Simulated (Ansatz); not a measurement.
**Ligand exchange: C3H7FO + C2HBF2 → C2H4F2O + C3H4BF**

Species: C3H7FO `CCOCF`, singlet; C2HBF2 `C#CB(F)F`, singlet; C2H4F2O `FCOCF`, singlet; C3H4BF `C#CB(C)F`, singlet. The partners trade CH3 for F: C–CH3 and B–F bonds give way to C–F and B–CH3.

Shapes, held fixed at every level: PBE0-D4/def2-TZVP. Flexible molecules stand in one conformer, not always the lowest. Programs: Ansatz 0.2.0. The zero-point and thermal change to 298 K, harmonic and unscaled (PBE0-D4/def2-TZVP), is -3.0 kJ/mol.

```tsv
level	kind	ΔH(298 K) (kJ/mol)	less CCSD(T)/CBS estimate
HF/def2-SVP	Hartree–Fock	+155.0	-2.3
HF/def2-TZVPP	Hartree–Fock	+155.8	-1.5
PBE-D4/def2-TZVPP	GGA	+145.0	-12.3
B3LYP-D4/def2-TZVPP	global hybrid	+151.1	-6.2
PBE0-D4/def2-TZVPP	global hybrid	+148.8	-8.5
CCSD(T)/def2-SVP	coupled cluster or CI	+165.7	+8.4
CCSD(T)/CBS estimate	coupled cluster or CI	+157.3	0.0
```

The highest level, CCSD(T)/CBS estimate, gives ΔH(298 K) = +157.3 kJ/mol; the levels span +145.0 to +165.7. The column of differences is taken from that level and isn't an error. No measured value is set beside it here. The CBS estimate extrapolates MP2 from def2-TZVPP and def2-QZVPP and adds CCSD(T) − MP2 in the triple-zeta set, cores frozen.

The exchange is strongly endothermic at every level, so the fluorine clearly prefers boron to carbon. The B–F bond is highly polar and is strengthened by donation from fluorine lone pairs into the empty boron p orbital. Methyl can offer only weak hyperconjugation in its place. The new C–F bond is itself strong, and probably gains from anomeric donation by the neighbouring oxygen, but this doesn't make up for the loss at boron.

Hartree–Fock lies close to the best estimate, which points to correlation contributions that nearly cancel between the two sides rather than to an accurate description of each molecule. Coupled cluster in the small basis misses by more, although Hartree–Fock barely changes between its two basis sets; this suggests that the small set describes the correlation energy unevenly across the exchanged bonds. All three density functionals put the enthalpy too low relative to the best estimate, but none casts doubt on its sign. The enthalpy sets an approximate lower limit on the barrier to the forward exchange, but doesn't give the height of the barrier in the reverse direction.
